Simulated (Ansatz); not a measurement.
# C: energy above lowest point against volume scale

Results calculated with Ansatz 0.2.0, not measured. Free energy against uniform scaling of the volume at fixed shape and fractions; periodic cell, basis, potentials, k mesh and filling as listed.

The cell before it is scaled or strained (space group P6_3/mmc, No. 194):
```
CELL_PARAMETERS angstrom
2.53050 0.00000 0.00000
-1.26520 2.19150 0.00000
0.00000 0.00000 4.13230
ATOMIC_POSITIONS crystal
C 0.33333 0.66667 0.06250
C 0.66667 0.33333 0.56250
C 0.33333 0.66667 0.43750
C 0.66667 0.33333 0.93750
```

Settings of every row: functional PBE; dispersion D4; potentials PAW; wave cutoff 500 eV; density cutoff 2000 eV; k mesh 10x10x6; k shift 0x0x0; occupations cold; smearing width 0.05 eV; spin none; SCF threshold exponent -9.

```csv
row,volume scale,V (Å³/atom),energy above lowest point (meV/atom)
1,0.9406,5.389,15.7
2,0.9703,5.559,?
3,1,5.729,0
4,1.0297,5.899,13.1
5,1.0594,6.069,37.7
```

Question: what energy above lowest point should row 2 give?

Worked fit of energy above lowest point. Take u = (V_r/V)^(2/3) − 1 with V_r = 5.814 Å³ an atom, which is twice the finite (Eulerian) strain; such expansions in the strain, on which the Birch-Murnaghan equation of state is built, carry the rest volume and the bulk modulus. The shown rows have u = 0.05191, 0.00987, -0.00963, -0.02821. Least squares give energy above lowest point = 5.02 − 678 × u + 17026 × u² meV/atom; a straight line predicts inner rows, each left out in turn, worse (root mean square 17 against 0.048 meV/atom). All shown rows lie on it to the printed digit. Its lowest point lies at u = 0.0199, or V = 5.645 Å³ an atom, and the curvature there gives the bulk modulus at fixed shape and fractions, B = (4/9)(1 + u)² E″(u)/V = 447 GPa. Letting shape and atoms relax would as a rule lower it, by much in layered, chain or molecular crystals. The withheld row has u = 0.03035, so the fit gives 5.02 − 678 × (0.03035) + 17026 × (0.03035)² = 0.1 meV/atom.

The calculation gave 0.2 meV/atom. The fit lies 0.1 meV/atom (0.27 % of the column's range) below it, one unit of the last digit.
